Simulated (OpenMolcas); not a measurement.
**GeH2ClF (SMILES [F][GeH2][Cl]): methods side by side**

The species is GeH2ClF (5 atoms), meant as a singlet with charge 0. As SMILES, `[F][GeH2][Cl]`. Geometry: relaxed at PBE0-D4/def2-TZVP.

Quantity: the HOMO–LUMO gap, in eV. The values are calculated.

```tsv
level	kind	program	value (eV)	CPU time
HF/aug-cc-pVDZ	Hartree–Fock	OpenMolcas	13.62	12 s
BLYP/aug-cc-pVDZ	GGA	OpenMolcas	6.19	28 s
revPBE/aug-cc-pVDZ	GGA	OpenMolcas	6.35	28 s
M06-L/aug-cc-pVDZ	meta-GGA	OpenMolcas	7.22	33 s
B3LYP/aug-cc-pVDZ	global hybrid	OpenMolcas	8.00	27 s
BHLYP/aug-cc-pVDZ	global hybrid	OpenMolcas	10.47	26 s
PBE0/aug-cc-pVDZ	global hybrid	OpenMolcas	8.57	29 s
B2PLYP/aug-cc-pVDZ	double hybrid	OpenMolcas	10.61	19 s
```

All-electron rows without a relativistic Hamiltonian named are non-relativistic. The values span 6.19 to 13.62 eV. Orbital gaps aren't excitation energies, and those of double hybrids come from the SCF part alone; they tend to grow with the share of exact exchange. CPU times are rough (shared hosts, several kinds of processor): they show what a rung costs within a factor of a few.

The gap widens from 6.19 eV with BLYP through 8.00 eV with B3LYP and 10.47 eV with BHLYP to 13.62 eV in Hartree–Fock, probably because non-local exchange lowers the occupied levels while leaving the empty ones without the matching stabilisation. Exchange admixture is not the only influence, however: M06-L contains none, yet at 7.22 eV it lies clearly above both GGAs.

Chemically, a wide gap suits a saturated germanium(IV) molecule with polar σ bonds and no π system. The HOMO is probably a chlorine lone pair, since fluorine's greater electronegativity holds its own lone pairs deeper. The LUMO probably has Ge–Cl σ* character, perhaps mixed with diffuse density around germanium. On this picture chlorine, rather than fluorine, would largely set the upper edge of the occupied levels.

The spread does not establish which value lies closest to the fundamental gap, and if the Hartree–Fock LUMO is unbound, its energy reflects the extent of the diffuse basis more than a genuine electron-attachment level.
